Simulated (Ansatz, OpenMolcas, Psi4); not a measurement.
C2H6FIn (SMILES C[CH](F)[InH2]): the vertical energy of the triplet above the singlet, rung by rung

C2H6FIn has 10 atoms, charge 0, and is taken as a singlet. As SMILES, `C[CH](F)[InH2]`. The shape is that of a PBE0-D4/def2-TZVP optimisation.

```xyz
10

C    -0.1408    1.2536   -0.5752
C     0.6338    0.1800    0.1372
F     0.8702    0.5971    1.4678
In   -0.3852   -1.7455    0.4238
H     0.3913    2.2105   -0.5415
H    -1.1319    1.3976   -0.1391
H    -0.2719    0.9793   -1.6266
H     1.6212    0.0551   -0.3158
H    -2.0799   -1.6962    0.7627
H     0.4931   -3.2315    0.4066
```

Quantity: the vertical energy of the triplet above the singlet, in eV. The values are calculated.

```
                             level                   kind     program  value (eV)  less CCSD(T)/def2-SVP  CPU time (all runs)
      HF/def2-SVP (core potential)           Hartree–Fock        Psi4        3.81                  -0.10                 26 s
  revPBE/def2-SVP (core potential)                    GGA  OpenMolcas        3.44                  -0.47              3.1 min
   M06-L/def2-SVP (core potential)               meta-GGA  OpenMolcas        3.85                  -0.06              3.8 min
    TPSS/def2-SVP (core potential)               meta-GGA  OpenMolcas        3.51                  -0.40              4.3 min
  r2SCAN/def2-SVP (core potential)               meta-GGA  OpenMolcas        3.44                  -0.47              3.8 min
PBE-QIDH/def2-SVP (core potential)          double hybrid      Ansatz        3.97                  +0.06                 47 s
 CCSD(T)/def2-SVP (core potential)  coupled cluster or CI      Ansatz        3.91                   0.00                5 min
    CCSD/def2-SVP (core potential)  coupled cluster or CI      Ansatz        3.95                  +0.04              3.1 min
```

Differences are taken from CCSD(T)/def2-SVP (core potential) for orientation; it has basis-set and higher-order errors of its own. Spin-orbit coupling is left out. The values span 3.44 to 3.97 eV. In the correlated wave-function rows the outer d shell of In is correlated, in sets not made for it. Times are those of the runs behind each value, whatever else they computed, on shared processors of several kinds: orders of magnitude only.

The triplet lies well above the singlet at every level, as expected for trivalent indium with its valence electrons paired in In–C and In–H bonds. Indium is nearly planar in this structure and keeps a formally empty 5p orbital perpendicular to its bonds. The lowest triplet therefore probably promotes an electron from a σ-bonding orbital into that acceptor, which costs bonding and accounts for the sizeable gap.

The perturbative triples lower the CCSD value only from 3.95 to 3.91 eV, which suggests that neither state has strong multireference character. revPBE, TPSS and r2SCAN cluster lower, possibly because they describe the exchange change on σ-to-p promotion less well. M06-L breaks that pattern at 3.85 eV, so the absence of exact exchange does not by itself dictate a low gap. Hartree–Fock's closeness to coupled cluster probably reflects a small net correlation contribution to the gap, not small correlation in each state. The vertical gap does not establish how far the triplet would relax, or whether an indium bond would break.
